A 2p electron bound to a bare nucleus of charge $Z$ has binding energy $\mathrm{Ry}\,Z^2/4$, and its self-energy is $(\alpha/\pi)(Z\alpha)^4mc^2F/8$, where $F$ is a slowly varying number. Most of $F$ follows from the spin-orbit interaction. The electron's anomalous magnetic moment multiplies that interaction by $1+\alpha/\pi$. The 2p fine-structure interval is $(Z\alpha)^4mc^2/32$, of which 2p3/2 carries $+1/3$ and 2p1/2 carries $-2/3$, so the extra moment contributes $+1/12$ and $-1/6$ to $F$. A part common to both levels, $-\tfrac43\ln k_0$ with the Bethe logarithm $\ln k_0\approx-0.030$ (a rough recalled value), adds 0.040. For 2p3/2 this gives $F_0=0.123$. Four powers of $Z$ over two leave a relative QED shift that grows as $Z^2$, and that is the simple pattern against which these nine-electron ions can be read.

Nine-electron series from F to Cr15+, all [He] 2s2 2p5, computed with B-spline radial code 1: Dirac-Coulomb Hartree-Fock averaged over the nl configuration, Fermi nucleus, spherical atom at the basis-set limit. Self-energy and vacuum polarisation (Uehling plus Wichmann-Kroll) are first-order shifts of the 2p3/2 eigenvalue ε; positive means less bound.

```
species   Z  charge (e)  ε(2p3/2) (eV)  self-energy (eV)  vacuum polarisation (eV)  self-energy / vac. pol.  QED / |ε| (ppm)
      F   9           0       -19.8279         9.452e-05                -2.675e-08                    -3530             4.77
    Ne+  10           1       -43.6601         0.0001751                -6.252e-08                    -2800             4.01
   Mg3+  12           3       -112.495         0.0004738                -2.500e-07                    -1900             4.21
   Al4+  13           4       -157.310         0.0007189                -4.477e-07                    -1610             4.57
   Si5+  14           5       -209.002          0.001049                -7.594e-07                    -1380             5.02
    P6+  15           6       -267.554          0.001482                -1.231e-06                    -1200             5.54
    S7+  16           7       -332.953          0.002039                -1.923e-06                    -1060             6.12
   Cl8+  17           8       -405.191          0.002743                -2.906e-06                     -944             6.76
   Ar9+  18           9       -484.263          0.003618                -4.272e-06                     -847             7.46
   K10+  19          10       -570.167          0.004693                -6.128e-06                     -766             8.22
  Ca11+  20          11       -662.901          0.005997                -8.603e-06                     -697             9.03
  Sc12+  21          12       -762.466          0.007563                -1.185e-05                     -638             9.90
  Ti13+  22          13       -868.862          0.009427                -1.605e-05                     -588             10.8
   V14+  23          14       -982.091           0.01163                -2.140e-05                     -543             11.8
  Cr15+  24          15       -1102.15           0.01421                -2.814e-05                     -505             12.9
```

Here ε(2p3/2) is the Dirac-Hartree-Fock orbital energy, the self-energy and the vacuum polarisation are its two QED shifts, the next column is their ratio, and QED/|ε| is their sum over |ε| in parts per million, called the share below. Vacuum polarisation is at most 0.2 % of the self-energy, so the share is in effect self-energy over |ε|. The Breit shift, the zero-frequency (Gaunt plus retardation) term at frozen orbitals, is not part of the share.

**F and Ne+: the one reversal**

The share falls from 4.77 ppm at F to 4.01 ppm at Ne+ and rises in every later step. F stands 19 % above Ne+, where a $Z^2$ law puts it lower; against the unscreened formula with $F_0$ the table is 3.86 times too high at F, 2.63 times at Ne+ and 1.47 times at Cr15+. Neither ingredient reverses. From F to Ne+ the self-energy grows 1.85-fold, but |ε| grows 2.20-fold.

The cause is that the other eight electrons screen the two quantities by different amounts. The spin-orbit operator goes as $Z/r^3$, so the self-energy should follow $Z\langle r^{-3}\rangle$, and with the hydrogenic $\langle r^{-3}\rangle=Z^3/24$ in atomic units one may write it as $KFZ(Z-s_3)^3$ with $K=\alpha^5mc^2/8\pi=4.21\times10^{-7}$ eV. One factor of $Z$ stays bare because the radiative potential is that of the nucleus. The orbital energy is written $\mathrm{Ry}(Z-s_\varepsilon)^2/4$. A spherical shell of charge lying outside the electron exerts no force on it and leaves its wave function alone, yet it raises its energy by a constant potential. The six other $n=2$ electrons overlap the 2p3/2 orbital and lie outside its inner flank most of the time, so they count heavily in $s_\varepsilon$ and much less in $s_3$.

The orbitals of the calculation bear this out. For Al4+, $\langle r^{-3}\rangle=38.73$ bohr$^{-3}$ gives $s_3=13-(24\times38.73)^{1/3}=3.24$. The hydrogenic rules $\langle 1/r\rangle=Z/4$ and $\langle r\rangle=5/Z$ turn the computed 2.311 bohr$^{-1}$ and 0.5652 bohr into screening constants of 3.76 and 4.15, and the eigenvalue gives 6.20. The further out a property looks, the more it is screened, and the energy is screened most. Cl8+ and Sc12+ show the same gap between $s_3$ (3.19, 3.14) and $s_\varepsilon$ (6.09, 6.03).

With constant screening the logarithmic slopes with respect to $Z$ are $1+3Z/(Z-s_3)$ for the self-energy and $2Z/(Z-s_\varepsilon)$ for |ε|. At large $Z$ they tend to 4 and 2 and the share rises. Towards the neutral atom $Z-s_\varepsilon$ shrinks first, to 2.41 at F, the second slope overtakes the first, and the share turns up again. Were the two screening constants equal, the share would go as $Z(Z-s)$ and have no minimum at all. The slopes taken between neighbouring rows show the crossing directly: 7.49 for |ε| against 5.85 for the self-energy from F to Ne+, then 5.19 against 5.46 from Ne+ to Mg3+. The reversal is the low-$Z$ branch of a smooth minimum.

**How far the first rows leave a smooth model**

Two forms were fitted by least squares on the logarithms: $s_\varepsilon=a+b/Z$ for |ε|, and constant $F$ and $s_3$ for the self-energy. Fitted to all fifteen rows they reproduce the share within 3.3 % of the table, worst at the two ends, and place the minimum at $Z=10.4$. That position is an interpolation; the rows themselves fix it only between F and Mg3+. The fitted pair $F=0.164$, $s_3=3.69$ carries no physical meaning, since the two constants trade against each other and the computed $\langle r^{-3}\rangle$ points to a smaller value of both.

A sharper measure comes from fitting only the thirteen rows of charge 3 and above, where a short expansion in $1/Z$ should hold. This gives $s_\varepsilon=5.73+6.15/Z$, $F=0.168$ and $s_3=3.80$, and matches the share of those rows within 1.6 %. F was not part of this fit. Its screening comes out as $5.73+6.15/9=6.41$, so $|\varepsilon|=3.40\text{ eV}\times(2.59)^2=22.8$ eV against 19.83 eV in the table, 15 % too large. The self-energy is $4.21\times10^{-7}\times0.168\times9\times(5.20)^3=8.9\times10^{-5}$ eV against $9.45\times10^{-5}$ eV, 5 % too small. The share is then 3.9 ppm, 18 % below the table. For Ne+ the misses are +4 % in |ε|, −4 % in the self-energy and −8 % in the share. Even this extrapolation has its minimum at $Z=10.0$, so the highly charged ions already imply the turn and merely make it too shallow.

At F most of the shortfall sits in the denominator, and it is a small error magnified. The eigenvalue requires $s_\varepsilon=6.59$, only about 0.17 above the extrapolated value, but it acts on a residual charge of 2.41, and $2\times0.17/2.41$ is 14 %. With $s_\varepsilon/Z$ near 0.7, higher orders in $1/Z$ cannot be dropped, which is argument enough for the misfit. The size of these misses therefore belongs to the short form $a+b/Z$ and measures its truncation; it marks no departure of the atom from smooth behaviour, and a longer expansion in $1/Z$ shrinks it. The 1s pair can add little, since it already lies well inside the 2p orbital and screens almost fully: the ratio of mean radii is $0.2945/0.0728=4.0$ in Sc12+ and $0.5652/0.1198=4.7$ in Al4+. The rise of $s_\varepsilon$ from 6.00 at Cr15+ to 6.59 at F has to come mostly from the $n=2$ electrons. The misses in the self-energy are only a few times the 1.4 % that the constant-$F$ form leaves among the fitted rows, and have the sign expected if the fitted $s_3$ is too large.

**Ne+ to Mg3+: a shallow floor that depends on the denominator**

Here |ε| grows 2.58-fold and the self-energy 2.71-fold, and the share gains 5 %. So small a difference is sensitive to what one divides by. An eigenvalue omits the relaxation of the remaining electrons: |ε| exceeds the ionisation energy computed as a difference of total energies by 15.9 % at F, 6.4 % at Ne+ and 2.3 % at Mg3+. Dividing by those ionisation energies gives shares of 5.52, 4.27 and 4.31 ppm. The tabulated ionisation energies that accompany the calculation (measured for F and Ne+, semi-empirical for Mg3+) give 5.42, 4.27 and 4.33 ppm. The excess at F survives and grows, while Ne+ and Mg3+ nearly tie, so the minimum moves to higher $Z$. The computed ionisation energies connect configuration averages and lack correlation; for F the value is 17.11 eV against 17.42 eV measured.

None of these quotients is the QED share of an ionisation energy. The numerator remains the shift of one eigenvalue. In Al4+ each 2s electron has a self-energy of 0.0279 eV, so a change of little more than one per cent in the 2s pair on ionisation would equal the whole 2p3/2 value of 0.00072 eV.

**Al4+ to Ar9+: the ratio column and its shallow dip**

Vacuum polarisation has the opposite sign because the Uehling potential strengthens the nuclear attraction mainly at distances below the electron's reduced Compton wavelength, some thousandths of a bohr. The 2p3/2 radial density peaks at 0.42 bohr in Al4+, and the density per unit volume vanishes as about $r^2$ at the origin. The contact term that serves s states therefore gives nothing, and the next term, proportional to the curvature of the density at the nucleus, costs a further $(Z\alpha)^2$: the shift is $-(\alpha/\pi)(Z\alpha)^6mc^2/(8\times70)$. The ratio should be $-70F_0/(Z\alpha)^2$, or $|{\rm ratio}|\,Z^2=1.62\times10^5$. A power law fitted to all rows has exponent −1.97. The ratios of hundreds to thousands belong to this orbital; for 2s, where both shifts go as $Z^4$, the same calculation gives −17.6, −15.6 and −14.1 in Al4+, Cl8+ and Sc12+.

The product $|{\rm ratio}|\,Z^2$ is not quite flat: $2.86\times10^5$ at F, $2.71\times10^5$ from Al4+ to S7+, $2.91\times10^5$ at Cr15+, a variation well above the rounding. Several drifts oppose each other. Integrating the Uehling potential over the hydrogenic Dirac 2p3/2 density of a point nucleus, with $F_0$ held fixed, raises the product steadily from $1.77$ to $1.99\times10^5$, because the density already bends below its $r^2$ start within the range of the potential. Against this, screening suppresses vacuum polarisation more than the self-energy, and the difference fades with $Z$. Relative to the hydrogenic values the two stand at 0.172 and 0.278 for F, a quotient of 1.62, which falls to about 1.44 near Ar9+ and returns to 1.46 at Cr15+. This quotient also carries the ratio of the effective $F$ to $F_0$, which exceeds one and grows along the series; that third drift offsets part of the fall and finally reverses it.

The stronger suppression is visible without $F$: in Al4+ vacuum polarisation is 0.328 of hydrogenic while $\langle r^{-3}\rangle$ is 0.423, and in Sc12+ the figures are 0.519 and 0.616. A screened orbital starts from the nucleus with a reduced amplitude but decays more slowly than the bare one, so it collects more $\langle r^{-3}\rangle$ per unit of curvature at the origin. The Wichmann-Kroll term, which has the opposite sign, is included in the column and is absent from the Uehling integral; summed over all electrons it is under half a per cent of the Uehling term in both ions, and although that sum is dominated by s electrons and is only a guide for 2p3/2, the term is unlikely to account for much of the gap. The near-exact $Z^{-2}$ is thus partly a cancellation.

The same stretch allows a look at what the self-energy is made of. Divided by $24KZ\langle r^{-3}\rangle$ it gives 0.141, 0.145 and 0.150 for Al4+, Cl8+ and Sc12+, while the self-energy itself grows tenfold. For 2p1/2 it is negative, −0.72, −0.65 and −0.56 times the 2p3/2 value. The difference between the two levels should be roughly $\alpha/\pi$ times their spin-orbit splitting. In Al4+ the splitting of 0.0185 hartree, or 0.504 eV, predicts 1.17 meV, the bare-nucleus form that suits the radiative potential, $(\tfrac1{12}+\tfrac16)\,24KZ\langle r^{-3}\rangle$, gives 1.27 meV, and the calculation has $0.72+0.52=1.24$ meV. One third of that, 0.41 meV, is a little over half of the 2p3/2 shift, if the rest is taken as common to both levels. The magnetic term and the hydrogenic L-shell values are built into the radiative potential, so this agreement and the size of $F$ check consistency and are no test of QED. The common part is larger than the leading 0.040 implies. Higher orders in $Z\alpha$ raise it, and a guess for the remainder is that its long-range piece is screened less than $r^{-3}$. How a potential tuned to bare ions carries over to a screened orbital matters most at F, and nothing here measures that error; the quoted 10 to 30 % applies to $n>2$.

**K10+ to Cr15+: a $Z^2$ law by coincidence**

At the foot of the table the share does grow as $Z^2$, staying 1.46 to 1.49 times the unscreened value. The slopes from V14+ to Cr15+ are 4.71 and 2.71, whose difference is the hydrogenic 2 although each exceeds its limit by 0.71. The offset has two sources, unequal screening and an effective $F$ larger than $F_0$. At Cr15+ $s_\varepsilon=6.00$ cuts |ε| to $(18/24)^2=0.56$ of the bare value, while the self-energy is 0.825 of $KF_0Z^4$, and $0.825/0.56=1.47$. Sc12+ separates the two: $\langle r^{-3}\rangle$ is 0.616 and |ε| 0.508 of the bare value, a factor 1.21, and $0.150/0.123$ supplies another 1.22. The first factor falls with $Z$ while the second grows, which keeps the offset flat and adds to the self-energy slope. The last-digit wobble in this factor is of the size of the three-figure rounding of the share.

No kink hides anywhere in the series. The second difference of |ε| with respect to $Z$ falls from 7.06 eV at Ne+ through 6.88 eV at Al4+ to 6.83 eV at Cl8+ and stays there, just above the hydrogenic 6.80 eV; the flat excess is best read as the fading tail of the $1/Z$ terms handing over to a growing relativistic part, which the table does not separate. A fifth-degree polynomial in $\ln Z$ follows the logarithms of the self-energy and vacuum polarisation to within twice the rounding in every row. Its 0.25 % miss in the share at K10+ exceeds that row's rounding, but K10+ is smooth in each ingredient, and the miss is mainly the fit's own, since five powers are too few for a share that inherits the steep low-$Z$ curvature of |ε|.

The smoothness has a plain origin. Every row is the same 2s² 2p⁵ configuration average, not the ²P3/2 level, so the orbital responds to one continuously varying parameter, and an average has no level crossings. The nuclear radii step unevenly (3.427, 3.435 and 3.478 fm for Ar, K and Ca), but a p3/2 electron has almost no density there. A true break needs a change of configuration along a sequence, or a change of the orbital examined: an s electron gains a contact density that lifts both shifts, and 2p1/2 reverses the sign of the self-energy. A smooth minimum like the one here is to be expected in sequences that follow these two screened forms and where $2/(Z-s_\varepsilon)$ exceeds $1/Z+3/(Z-s_3)$ at the neutral end.

The share leaves out the Breit shift of the same level, which is 84, 64 and 51 times the self-energy in Al4+, Cl8+ and Sc12+. As a two-electron term of order $\alpha^2Z^3$ hartree set against $\alpha^3Z^4$, it should lead by a factor falling as $1/Z$, and the products $84\times13$, $64\times17$ and $51\times21$ are all close to 1100. In these three ions the 2p3/2 self-energy matters only at an accuracy some fifty to eighty times finer than the one at which the Breit term enters.
